Kohn-Sham levels of rock-salt BiTe (Fm-3m, 2-atom cell) at points of the k mesh, counted from the Fermi energy and numbered outward from it. Calculated with GPAW 26.7.0 using PBE without spin polarisation or spin-orbit coupling, PAW data sets (gpaw-data 1.2.1), a 450 eV plane-wave cutoff, a 6×6×6 k mesh and Fermi-Dirac smearing of 0.01 eV.

```
point a (reciprocal cell vector)  point b (reciprocal cell vector)  point c (reciprocal cell vector)  level point (row)  level under 4 (eV)  level under 3 (eV)  level under 2 (eV)  level under 1 (eV)  level over 1 (eV)  level over 2 (eV)
                          0.0000                            0.0000                            0.0000                  1              -7.882              -2.419              -2.419              -2.419              2.282              2.282
                          0.3333                            0.1667                            0.1667                  2              -3.351              -1.721              -1.440              -0.108              0.012              2.722
                          0.5000                            0.3333                           -0.3333                  3              -4.379              -4.345              -1.498              -0.248              3.134              3.295
                          0.5000                            0.3333                            0.1667                  4             -10.013              -4.103              -3.754              -2.158              0.574              2.140
                          0.5000                            0.3333                            0.3333                  5              -2.007              -1.858              -0.090              -0.048              2.454              5.722
                          0.5000                            0.5000                            0.0000                  6              -9.713              -5.528              -3.886              -3.886              2.376              3.719
                          0.5000                            0.5000                            0.5000                  7              -1.426              -0.685              -0.497              -0.497              7.452              7.956
```

Each row is one point of the Brillouin zone, which fixes how the phase of an electron wave changes from cell to cell. Energies are counted from the Fermi energy. Level point 1 is the zone centre, 6 is the point called X and 7 the point called L. These three carry most of the argument.

### 1. Can a column be read as one band?

No. A column such as "level under 1" holds the highest level below the Fermi energy at each point, whichever band that level belongs to. At the zone centre it is one of three equal levels at -2.419 eV. At L it is one of two at -0.497 eV, and the next level up lies at 7.452 eV. That wide jump at L is no band gap of the material, because different numbers of bands are filled at the two points.

To compare points one has to count bands from the bottom. The degeneracies and the large jumps suggest how many bands formed from p orbitals lie below the Fermi energy: three at the zone centre, three at X and six at L. This count is inferred from the pattern of levels, not from a projection on orbitals.

### 2. Why is this compound a metal?

The calculation treats 21 electrons per cell. Five bands from Bi 5d and two from the s orbitals take 14 of them, which leaves seven for the six p bands. A band holds two electrons, so on average three and a half p bands are filled, and a half-filled remainder means a metal.

This answer was fixed before the run began. Without spin polarisation, an odd number of electrons per cell can never fill whole bands. The result also belongs to the cubic rock-salt cell that was put in, whereas BiTe under ordinary conditions is a layered crystal.

### 3. Why are the filled p levels deeper at X than at the zone centre?

Each atom has six neighbours of the other kind. A p orbital points at two of them and lies side by side with the orbitals of the other four. Head-on orbitals bond when they point in opposite directions; side-by-side orbitals bond when they point the same way. The head-on contact is the stronger one.

At the zone centre all six neighbours carry the same sign. If that sign makes the two head-on contacts bonding, it makes the four sideways contacts antibonding, so part of the gain is lost. The three directions are equivalent, and three equal levels result.

At X the sign alternates along one axis. For the p orbital along that axis, all six contacts are now bonding, and its level is the deepest. For the other two orbitals, two sideways contacts help and two hurt, so only the head-on gain remains. The picture therefore predicts two steps of similar size, each worth four sideways contacts. The computed level drops by 1.47 eV from the zone centre to the pair at X, and by another 1.64 eV to the single level.

### 4. Why do so many p levels gather below the Fermi energy at L?

At L the phase advances by 90° from an atom to its neighbour along each of the three axes. The neighbour on one side is then 90° ahead and the one on the other side 90° behind, so the two have opposite signs. Between p orbitals, whatever one contact contributes, the opposite one therefore cancels. (A p orbital does couple to the s orbitals of its neighbours at L, because it has opposite signs on its own two sides.) Bonding and antibonding levels no longer separate, and the Te and Bi p levels differ mainly by what the two kinds of atom differ by.

With coupling between the p orbitals of Te and Bi neighbours alone, this is the lowest place that the upper, mostly Bi-like p levels can reach, since the coupling could only push them up. The common centre of the Te and Bi levels also lies lower at L than at the zone centre, a shift that question 5 takes up. At L all three upper levels come down together. A single one can do so elsewhere, as at level point 3, where the coupling cancels for one orbital only. In the table the fourth p band lies at -0.685 eV at L and at -0.248 eV at point 3, so electrons left over after three p bands are full settle near L first. The cancelling alone does not explain that preference. The zone centre shows the contrast: there the upper p levels stand at 2.282 eV and stay empty.

The rule carries over to other points. At level point 5 the phase step is 90° along two axes but only 30° along the third. Two pairs of p levels should then stay close together while one pair splits widely. The table fits this, with four levels between about -2 eV and the Fermi energy and an empty one at 2.454 eV.

### 5. How far does a simple estimate get?

Let the Te and Bi p levels lie $\Delta$ below and above a common centre $\varepsilon$, and let $H$ be the coupling between them. The two-level problem gives

$$E=\varepsilon\pm\sqrt{\Delta^2+H^2}.$$

For the orbital along $z$, adding up the six neighbours gives

$$H=2V_\sigma\cos\theta_z+2V_\pi(\cos\theta_x+\cos\theta_y),$$

where $\theta$ is the phase step along each axis, $V_\sigma$ the head-on and $V_\pi$ the sideways coupling. The constants were set by the zone centre, the filled pair at X and the two middle p levels of level point 3. They are $V_\sigma=1.883$, $V_\pi=-0.375$, $\Delta=0.625$ and $\varepsilon=-0.069$ eV.

Take the deep single level at X, which was not used, although the pair at the same point was. Here $\theta_z=180^\circ$ and the other two steps are zero:

$$H=-2(1.883)-4(0.375)=-5.266\ \text{eV},$$

$$E=-0.069-\sqrt{0.625^2+5.266^2}\approx-5.37\ \text{eV}.$$

The calculation gives -5.528 eV, so the estimate is about 0.16 eV too high.

A harder test is the separation between the third and fourth p band at level points 2, 4, 5 and 7, none of which set a constant. The typical (rms) miss is 0.5 eV, against 1.5 eV if sideways coupling is dropped and the other constants are kept as they are. Refitting the head-on constant would narrow that difference. The output below lists the points in the order of the table. The model is too wide at all four, and worst in proportion at L, where it gives 1.25 eV instead of 0.74 eV. X is left out of this test because its filled pair set a constant, but the miss there is the largest of all: 7.635 eV in the model against 6.262 eV. The model's lowest empty p levels at X lie at 3.749 eV, close to the second empty level in the table, and it has no counterpart for the first one at 2.376 eV. That level may not belong to the p bands of the model at all, which only a projection on orbitals could show.

It also gets heights wrong. With a fixed centre, the upper p levels at L would lie at $-0.069+0.625\approx0.56$ eV on the scale of the table, whereas the calculation has them at -0.685 and -0.497 eV. They would still be filled, because the model's own Fermi energy would lie higher as well. The real centre sinks by about 1 eV between the zone centre and L. Three things left out of the model may be the reason: mixing with empty orbitals of higher energy, such as d orbitals; coupling between atoms of the same kind; and the overlap of neighbouring orbitals, which makes an antibonding level rise more than the bonding one sinks. None of them has been tested. Mixing with the filled s orbitals is missing too, but it should push p levels at L up, not down. The model is thus a guide to how levels spread and bunch, not to their exact position.

### 6. What would change if lead replaced bismuth?

Lead has one electron fewer. If the bands stayed as they are, exactly three p bands would be filled, and the Fermi energy would fall between the third and the fourth. On the seven points of the table these two bands never overlap. They come closest at L, where -1.426 eV and -0.685 eV leave 0.74 eV between them.

As far as these points show, the thought experiment turns the metal into a semiconductor with its narrowest gap at L, where the coupling between Te and Bi p orbitals cancels for all three directions. The table holds only part of the mesh, so band edges elsewhere are not ruled out. PbTe is indeed known as a narrow-gap semiconductor with its gap at L. The 0.74 eV should not be taken as its gap, since a real exchange of atoms also shifts the levels and changes the cell.

There is a close second place for the top of the filled bands. At level point 2 the third p band lies only 0.014 eV lower than at L. Which of the two places would hold the first holes is a question that so small a difference cannot settle.

### 7. Which digits can be trusted?

The three decimals show symmetry well: levels that must be equal are equal. They don't measure accuracy. Spin-orbit coupling is left out, and for p electrons of Bi and Te it is large, from several tenths of an eV to more than 1 eV. It would split the threefold level at the zone centre and could reorder the crowded levels at L.

The level at 0.012 eV at level point 2 shows how delicate the sorting into filled and empty levels can be. With the smearing used, this nominally empty level is about 23 % filled. A slightly different mesh or smearing could move it to the other side.

What deserves trust is the coarse pattern, in which the p levels spread over many eV at X and crowd together at L. The steps of about 1.5 eV in question 3 fit the picture of sideways coupling but don't prove it, and spin-orbit coupling could change them by several tenths of an eV or more. Differences of hundredths of an eV should carry no conclusion.

The analysis program printed:

```
Bands 10 and 11 in eV:
     row  p bands filled  band 10  band 11  separation  model  head-on only  pair centre
     0.0               3   -2.419    2.282       4.701  4.701         7.635      -0.0685
  0.3333               4    -1.44   -0.108       1.332  1.965         3.969       -0.774
     0.5               4   -1.498   -0.248        1.25   1.25          1.25       -0.873
     0.5               3   -2.158    0.574       2.732  3.263         3.967       -0.792
     0.5               5   -1.858    -0.09       1.768  1.803          1.25       -0.974
     0.5               3   -3.886    2.376       6.262  7.635         7.635       -0.755
     0.5               6   -1.426   -0.685       0.741   1.25          1.25       -1.055
head-on coupling, sideways coupling and half site difference (eV), first head-on: 1.883
sideways coupling (eV): -0.375
half the site difference (eV): 0.625
rms miss of the model at points 2 4 5 7 (eV): 0.4856
rms miss with head-on coupling only (eV): 1.5
drop from zone-centre triplet to X doublet (eV): 1.467
drop from X doublet to X single level (eV): 1.642
model for the deep single level at X (eV): -5.372
model for the upper doublet at X (eV), to set beside the second empty level: 3.749
lowest band 11 less highest band 10 on the points shown (eV): 0.741
band 10 at L less band 10 at point 2 (eV): 0.014
filling of the 0.012 eV level at point 2 with 0.01 eV smearing: 0.2315
```
